**One electron added to Au67+: screening, penetration and a near-resonance with the core**

The table holds binding energies of seven levels of an electron added to closed-shell Au67+, from Koopmans' theorem, second-order self-energy and EOM-CCSD with a two-component relativistic Hamiltonian. The program tests a Dirac formula with one screening constant, static core polarisation, and a two-level model of mixing with configurations that have a hole in 3s. One constant of about 10.2 reproduces the Koopmans values to between −3.1 % and +2.2 %. Static polarisation fails for the correlation shifts. The two-level model, fixed on 3d3/2, gives a coupling of 20 to 25 eV and a 3s ionisation energy that agrees with the direction in which second order pushes 3d5/2 and 4p3/2 away from the normal gain. For those two rows it gives the coupling at best to an order of magnitude.

Calculated values. Binding energies of one electron added to Au67+ ([Ne] 3s2), from PySCF 2.14.0 by Koopmans' theorem, second-order self-energy and EOM-EA-GCCSD (1s2 frozen, corrected in second order for omitted virtual orbitals). All use GHF spinors, an X2C one-electron Hamiltonian with screened-nucleus spin–orbit coupling, a Gaussian nucleus and an even-tempered 17s14p6d4f basis.

## Analysis program

```python
# Table: binding energies (eV) of one electron added to Au67+ [Ne]3s2; PySCF, X2C-1e with screened-nucleus
# spin-orbit; Koopmans, second order, EOM-EA-GCCSD. Tested: screened Dirac levels, quantum defects,
# static core polarisation, and two-level mixing with 3s-hole two-particle states.
T = {
    'level': ['3p1/2', '3p3/2', '3d3/2', '3d5/2', '4s1/2', '4p1/2', '4p3/2'],
    'koop': [7916.167, 7411.202, 7167.103, 7056.193, 4323.207, 4253.42, 4052.271],  # eV
    'second': [7917.65, 7413.87, 7181.123, 7048.608, 4325.539, 4255.812, 4059.801],  # eV
    'eom': [7916.875, 7414.034, 7155.903, 7056.288, 4325.75, 4256.1, 4053.07],  # eV
    'corr': [0.708, 2.833, -11.2, 0.095, 2.543, 2.68, 0.799],  # eV
    'weight': [0.998, 0.996, 0.77, 0.983, 0.996, 0.994, 0.986],
}
import numpy as np
from scipy.constants import physical_constants as pc, alpha
from scipy.optimize import brentq, minimize_scalar
mc2 = pc['electron mass energy equivalent in MeV'][0]*1e6
Ry = pc['Rydberg constant times hc in eV'][0]
L = T['level']; ix = {s: i for i, s in enumerate(L)}
K, S, E, C, W = (np.array(T[k], float) for k in ('koop', 'second', 'eom', 'corr', 'weight'))
n = np.array([int(s[0]) for s in L]); l = np.array(['spd'.index(s[1]) for s in L])
k = np.array([(int(s[2])+1)//2 for s in L])   # j+1/2
Z, N = 79, 12
# further output of the same runs: second-order correction for the cut virtual space (eV)
cut = np.array([0.41521, 0.35357, 0.73284, 0.67968, 0.39044, 1.363584, 1.291207])
def D(z, n, k):
    return mc2*(1-1/np.sqrt(1+(z*alpha/(n-k+np.sqrt(k*k-(z*alpha)**2)))**2))
sig = np.array([Z-brentq(lambda z: D(z, n[i], k[i])-K[i], 40, 100) for i in range(len(L))])
s1 = minimize_scalar(lambda s: np.sum((D(Z-s, n, k)/K-1)**2), bounds=(0, 20), method='bounded').x
qd = n-(Z-N)*np.sqrt(Ry/K); r1 = 100*(D(Z-s1, n, k)/K-1)
print(f"rounding floor 0.0005 eV, 0.0005 in weight; max|corr-(eom-koop)| {np.abs(C-E+K).max():.4f} eV")
print(f"one Dirac screening sigma={s1:.2f}; worst {L[np.abs(r1).argmax()]} {r1[np.abs(r1).argmax()]:+.2f}%")
print("level: sigma(row), one-sigma error %, bare Z=79 excess %, quantum defect (core charge 67)")
for i, s in enumerate(L):
    print(f"{s}: {sig[i]:.2f} {r1[i]:+.2f} {100*(D(Z, n[i], k[i])/K[i]-1):+.1f} {qd[i]:.3f}")
for a, b in (('3p1/2', '4p1/2'), ('3p3/2', '4p3/2')):
    p = Ry*(Z-N)**2/(4-qd[ix[a]])**2
    print(f"{b} from {a} defect: {p:.1f} eV, error {p-K[ix[b]]:+.1f} eV ({100*(p/K[ix[b]]-1):+.2f}%)")
sp = {}
for a, b in (('3p1/2', '3p3/2'), ('3d3/2', '3d5/2'), ('4p1/2', '4p3/2')):
    i, j = ix[a], ix[b]; sp[a] = K[i]-K[j]
    so = Z-brentq(lambda z: D(z, n[i], k[i])-D(z, n[j], k[j])-sp[a], 40, 100)
    print(f"{a[:2]} splitting eV: Koop {sp[a]:.1f}, 2nd {S[i]-S[j]:.1f}, EOM {E[i]-E[j]:.1f}; sigma_so {so:.2f}")
print(f"4p/3p splitting {sp['4p1/2']/sp['3p1/2']:.3f} vs 27/64={27/64:.3f}; 3d/3p {sp['3d3/2']/sp['3p1/2']:.3f} vs 1/3")
m = l > 0   # s left out: hydrogenic <r^-4> diverges
r4 = np.zeros(len(L)); nn, ll = n[m], l[m]
r4[m] = (3*nn**2-ll*(ll+1))/(2*nn**5*(ll-.5)*ll*(ll+.5)*(ll+1)*(ll+1.5))
A = np.sum(r4*C)/np.sum(r4**2)
print("level: 2nd-Koop, EOM-Koop, 2nd-EOM, cut corr, EOM-Koop uncorrected (eV), corr %, 1-w, polarisation fit eV")
for i, s in enumerate(L):
    pol = f"{A*r4[i]:+.2f}" if m[i] else "none"
    print(f"{s}: {S[i]-K[i]:+.2f} {C[i]:+.2f} {S[i]-E[i]:+.2f} {cut[i]:.2f} {C[i]-cut[i]:+.2f} {100*C[i]/K[i]:+.3f} {1-W[i]:.3f} {pol}")
print(f"corr ratio 4p/3p: j=1/2 {C[ix['4p1/2']]/C[ix['3p1/2']]:.2f}, j=3/2 {C[ix['4p3/2']]/C[ix['3p3/2']]:.2f}; n^-3 gives {27/64:.2f}")
g = lambda s: K[ix[s]]
pp, ps = g('3p1/2')+g('3p3/2'), g('3p1/2')+g('4s1/2')
print(f"signs of 2nd order need I(3s) > {pp-g('3d3/2'):.0f} (3d3/2), > {ps-g('4p3/2'):.0f} (4p3/2), < {pp-g('3d5/2'):.0f} (3d5/2) eV")
b0 = np.mean([C[ix[s]] for s in ('3p3/2', '4s1/2', '4p1/2')])
print(f"mean corr of 3p3/2, 4s1/2, 4p1/2 = {b0:.2f} eV; 3p1/2 lies {C[ix['3p1/2']]-b0:+.2f} eV from it")
def two(s, b):
    i = ix[s]; t = np.sqrt((1-W[i])/W[i]); V = (b-C[i])/t
    return V, V*(1/t-t)
for b in (0.0, 1.5, b0):
    V, G = two('3d3/2', b); P = g('3d3/2')-V*V/(S[ix['3d3/2']]-g('3d3/2')-b); I = pp-P
    print(f"b={b:.1f}: 3d3/2 V {V:.0f}, perturber {G:.0f} eV more bound; 2nd-order pole {P:.0f}, moved {g('3d3/2')+G-P:.0f}; I(3s) {I:.0f} eV")
    for s, tot in (('3d5/2', pp), ('4p3/2', ps)):
        V, G = two(s, b); P = tot-I; v2 = (S[ix[s]]-g(s)-b)*(g(s)-P)
        if V > 0:
            print(f"   {s}: V(EOM) {V:.0f}, gap {G:.0f}; pole {P:.0f}, V(2nd) {np.sign(v2)*np.sqrt(abs(v2)):.0f}, moved {g(s)+G-P:.0f} eV")
        else:
            print(f"   {s}: corr exceeds b, no downward push left to model")
assert np.all((sig > 0) & (sig < N))
assert W.argmin() == ix['3d3/2'] and C[ix['3d3/2']] < 0 < S[ix['3d3/2']]-g('3d3/2')
assert max(pp-g('3d3/2'), ps-g('4p3/2')) < pp-g('3d5/2')
assert set(np.argsort(W)[:3]) == set(np.argsort(-np.abs(S-E))[:3])
```

Running it gives:

```
rounding floor 0.0005 eV, 0.0005 in weight; max|corr-(eom-koop)| 0.0010 eV
one Dirac screening sigma=10.18; worst 3p1/2 -3.05%
level: sigma(row), one-sigma error %, bare Z=79 excess %, quantum defect (core charge 67)
3p1/2: 9.19 -3.05 +31.1 0.222
3p3/2: 9.74 -1.30 +31.0 0.129
3d3/2: 10.87 +2.07 +35.5 0.081
3d5/2: 10.92 +2.18 +35.0 0.058
4s1/2: 9.70 -1.46 +32.5 0.241
4p1/2: 10.23 +0.16 +34.7 0.211
4p3/2: 10.65 +1.41 +34.5 0.118
4p1/2 from 3p1/2 defect: 4279.8 eV, error +26.4 eV (+0.62%)
4p3/2 from 3p3/2 defect: 4076.5 eV, error +24.2 eV (+0.60%)
3p splitting eV: Koop 505.0, 2nd 503.8, EOM 502.8; sigma_so 4.71
3d splitting eV: Koop 110.9, 2nd 132.5, EOM 99.6; sigma_so 9.24
4p splitting eV: Koop 201.1, 2nd 196.0, EOM 203.0; sigma_so 5.54
4p/3p splitting 0.398 vs 27/64=0.422; 3d/3p 0.220 vs 1/3
level: 2nd-Koop, EOM-Koop, 2nd-EOM, cut corr, EOM-Koop uncorrected (eV), corr %, 1-w, polarisation fit eV
3p1/2: +1.48 +0.71 +0.77 0.42 +0.29 +0.009 0.002 +1.94
3p3/2: +2.67 +2.83 -0.16 0.35 +2.48 +0.038 0.004 +1.94
3d3/2: +14.02 -11.20 +25.22 0.73 -11.93 -0.156 0.230 +0.08
3d5/2: -7.59 +0.10 -7.68 0.68 -0.58 +0.001 0.017 +0.08
4s1/2: +2.33 +2.54 -0.21 0.39 +2.15 +0.059 0.004 none
4p1/2: +2.39 +2.68 -0.29 1.36 +1.32 +0.063 0.006 +0.85
4p3/2: +7.53 +0.80 +6.73 1.29 -0.49 +0.020 0.014 +0.85
corr ratio 4p/3p: j=1/2 3.79, j=3/2 0.28; n^-3 gives 0.42
signs of 2nd order need I(3s) > 8160 (3d3/2), > 8187 (4p3/2), < 8271 (3d5/2) eV
mean corr of 3p3/2, 4s1/2, 4p1/2 = 2.69 eV; 3p1/2 lies -1.98 eV from it
b=0.0: 3d3/2 V 20, perturber 26 eV more bound; 2nd-order pole 7137, moved 56; I(3s) 8190 eV
   3d5/2: corr exceeds b, no downward push left to model
   4p3/2: corr exceeds b, no downward push left to model
b=1.5: 3d3/2 V 23, perturber 30 eV more bound; 2nd-order pole 7124, moved 73; I(3s) 8203 eV
   3d5/2: V(EOM) 11, gap 80; pole 7124, V(2nd) 25, moved 12 eV
   4p3/2: V(EOM) 6, gap 49; pole 4036, V(2nd) 10, moved 65 eV
b=2.7: 3d3/2 V 25, perturber 33 eV more bound; 2nd-order pole 7110, moved 90; I(3s) 8217 eV
   3d5/2: V(EOM) 20, gap 147; pole 7110, V(2nd) 24, moved 93 eV
   4p3/2: V(EOM) 16, gap 131; pole 4022, V(2nd) 12, moved 161 eV
```
